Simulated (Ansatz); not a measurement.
## A series in mesh points along a on ZnSe

Results calculated with Ansatz 0.2.0, not measured. One setting of a density functional single point varied, free energy counted from the run at the reference value, pressure positive in compression; periodic cell, basis, potentials, k mesh and filling as listed.

Structure of every row (space group F-43m, No. 216):
```
ZnSe
1.0
      0.0000     2.8338     2.8338
      2.8338     0.0000     2.8338
      2.8338     2.8338     0.0000
Zn Se
1 1
Direct
  0.00000 0.00000 0.00000
  0.25000 0.25000 0.25000
```

Settings of every row: functional r2SCAN; dispersion D3(BJ)+ATM; potentials PAW; wave cutoff 500 eV; density cutoff 2000 eV; k shift 0x0x0; occupations fixed; smearing width 0 eV; spin none; SCF threshold exponent -5; varied setting k mesh; reference k mesh 9x9x9; meshes run 2x2x2, 3x3x3, 4x4x4, 6x6x6, 7x7x7, 9x9x9.

Hubbard:
```csv
element,shell,u (eV),j (eV)
Zn,d,3.5,n/a
```

Limits: forces loosely converged; loose SCF threshold; stress loosely converged.

```csv
row,mesh points along a,energy less reference (meV/atom)
1,2,701.31
2,3,?
3,4,28.31
4,6,2.05
5,7,0.59
6,9,0
```

Question: what energy less reference should row 2 give?

Worked fit of energy less reference. Measure energy less reference from the row with the finest mesh, 0.00 meV/atom, and take the logarithm of what remains: 2 → 6.55, 4 → 3.34, 6 → 0.72, 7 → -0.53. In a crystal with a gap such sums converge about exponentially, and a straight line through these is ln|rest| = 9.226 − 1.411 × n. At n = 3 the line gives ln|rest| = 4.993, a rest of 147.38 meV/atom, and so 0.00 + 147.38 = 147.38 meV/atom.

The calculation gave 126.35 meV/atom. The fit lies 21.03 meV/atom (17 % of the value, 3 % of the column's range) above it; its largest miss of a shown row is 97.05 meV/atom.
